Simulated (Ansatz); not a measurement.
## CaO: pressure and energy above lowest point against volume per atom

Equation of state of a cubic crystal from periodic Kohn-Sham density functional theory without spin; pressure corrected for the finite basis. The results are calculated, by Ansatz 0.2.0 development build.

Cell of the first row (space group Fm-3m, No. 225):
```
CELL_PARAMETERS angstrom
0.00000 2.36630 2.36630
2.36630 0.00000 2.36630
2.36630 2.36630 0.00000
ATOMIC_POSITIONS crystal
Ca 0.00000 0.00000 0.00000
O 0.50000 0.50000 0.50000
```

Settings of every row: formula CaO; structure type rock salt; functional PBE; spin treatment none; k mesh 20x20x20; occupation method fermi-dirac; occupation width 0.061225619 eV; wave cutoff 930 eV; datasets hand-made PAW; density cutoff ratio 5.

Limits: the SCF threshold is loose for a stress in some rows.

```csv
row,volume per atom (Å³),pressure (GPa),energy above lowest point (meV/atom)
1,13.249,7.42,18.45
2,13.531,?,?
3,13.813,2.193,1.87
4,14.095,-0.028,0
5,14.377,-2.023,1.84
6,14.659,-3.817,7
7,14.941,-5.429,15.16
```

Question: what pressure and energy above lowest point should row 2 give?

Worked fit of pressure. Take u = (V_r/V)^(2/3) − 1 with V_r = 14.236 Å³ an atom, which is twice the finite (Eulerian) strain; such expansions in the strain, on which the Birch-Murnaghan equation of state is built, carry the rest volume and the bulk modulus. The shown rows have u = 0.04907, 0.02031, 0.00666, -0.00655, -0.01933, -0.03171. Least squares give pressure = −1.0522 + 151.043 × u + 422.25 × u² + 371 × u³ GPa; a parabola predicts inner rows, each left out in turn, worse (root mean square 0.0074 against 0.00087 GPa). The rows lie off it by 0.000, 0.000, -0.001, 0.001, 0.000, 0.000. The pressure vanishes at u = 0.0068, or V = 14.09 Å³ an atom, and there the bulk modulus at fixed shape and fractions is B = −V dP/dV = (2/3)(1 + u) dP/du = 105 GPa. The withheld row has u = 0.03444, so the fit gives −1.0522 + 151.043 × (0.03444) + 422.25 × (0.03444)² + 371 × (0.03444)³ = 4.666 GPa.

The calculation gave 4.666 GPa. The fit meets it to the printed digit.

Worked fit of energy above lowest point. Take u = (V_r/V)^(2/3) − 1 with V_r = 14.236 Å³ an atom, which is twice the finite (Eulerian) strain; such expansions in the strain, on which the Birch-Murnaghan equation of state is built, carry the rest volume and the bulk modulus. The shown rows have u = 0.04907, 0.02031, 0.00666, -0.00655, -0.01933, -0.03171. Least squares give energy above lowest point = 0.481 − 140.19 × u + 10233.1 × u² + 1763 × u³ meV/atom; a parabola predicts inner rows, each left out in turn, worse (root mean square 0.035 against 0.0031 meV/atom). All shown rows lie on it to the printed digit. Its lowest point lies at u = 0.0068, or V = 14.09 Å³ an atom, and the curvature there gives the bulk modulus at fixed shape and fractions, B = (4/9)(1 + u)² E″(u)/V = 105 GPa. The withheld row has u = 0.03444, so the fit gives 0.481 − 140.19 × (0.03444) + 10233.1 × (0.03444)² + 1763 × (0.03444)³ = 7.86 meV/atom.

The calculation gave 7.86 meV/atom. The fit meets it to the printed digit.
